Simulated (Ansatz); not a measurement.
# Ta: pressure and energy change per atom as volume scale varies

All results are calculated (Ansatz 0.2.0). Plane-wave DFT, scalar-relativistic PAW made under PBE with cores redone for the functional, no dispersion; the given relaxed cell is scaled uniformly, energy at zero smearing counts from the unscaled cell, pressure at the given Fermi-Dirac smearing is positive in compression.

The cell before it is scaled or strained (space group Im-3m, No. 229):
```
cell vectors (Å)
  -1.6534     1.6534     1.6534
   1.6534    -1.6534     1.6534
   1.6534     1.6534    -1.6534
atoms (fractions of the cell vectors)
Ta  0.00000  0.00000  0.00000
```

Settings of every row: spin polarised no; functional r2SCAN; wave cutoff 500 eV; smearing width 0.1 eV; k mesh 22x22x22.

Atom starting moment: 0 on all atoms.

Limits: no spin-orbit coupling, which can matter with elements this heavy.

```csv
row,volume scale,V (Å³/atom),pressure (GPa),energy change per atom (meV)
1,0.88,15.91,32.21,194.76
2,0.92,16.633,?,?
3,0.96,17.357,8.77,18.42
4,1.04,18.803,-7.46,18.13
5,1.08,19.526,-13.59,66.82
6,1.12,20.249,-18.66,140.84
```

Question: what pressure and energy change per atom should row 2 give?

Worked fit of pressure. Take u = (V_r/V)^(2/3) − 1 with V_r = 18.803 Å³ an atom, which is twice the finite (Eulerian) strain; such expansions in the strain, on which the Birch-Murnaghan equation of state is built, carry the rest volume and the bulk modulus. The shown rows have u = 0.11782, 0.0548, 0, -0.02484, -0.04819. Least squares give pressure = −7.479 + 262.225 × u + 632.96 × u² GPa; a straight line predicts inner rows, each left out in turn, worse (root mean square 2.1 against 0.037 GPa). The rows lie off it by 0.01, -0.02, 0.02, 0.01, -0.01. The pressure vanishes at u = 0.0268, or V = 18.07 Å³ an atom, and there the bulk modulus at fixed shape and fractions is B = −V dP/dV = (2/3)(1 + u) dP/du = 203 GPa. The withheld row has u = 0.08519, so the fit gives −7.479 + 262.225 × (0.08519) + 632.96 × (0.08519)² = 19.45 GPa.

The calculation gave 19.38 GPa. The fit lies 0.07 GPa (0.14 % of the column's range) above it; its largest miss of a shown row is 0.02 GPa.

Worked fit of energy change per atom. Take u = (V_r/V)^(2/3) − 1 with V_r = 18.803 Å³ an atom, which is twice the finite (Eulerian) strain; such expansions in the strain, on which the Birch-Murnaghan equation of state is built, carry the rest volume and the bulk modulus. The shown rows have u = 0.11782, 0.0548, 0, -0.02484, -0.04819. Least squares give energy change per atom = 18.929 − 1351.344 × u + 24158.09 × u² meV; a straight line predicts inner rows, each left out in turn, worse (root mean square 80 against 1.7 meV). The rows lie off it by -0.31, 1.00, -0.80, -0.58, 0.69 (root mean square 0.71 meV). The withheld row has u = 0.08519, so the fit gives 18.929 − 1351.344 × (0.08519) + 24158.09 × (0.08519)² = 79.13 meV.

The calculation gave 80.4 meV. The fit lies 1.27 meV (1.6 % of the value, 0.72 % of the column's range) below it; its largest miss of a shown row is 1.00 meV.
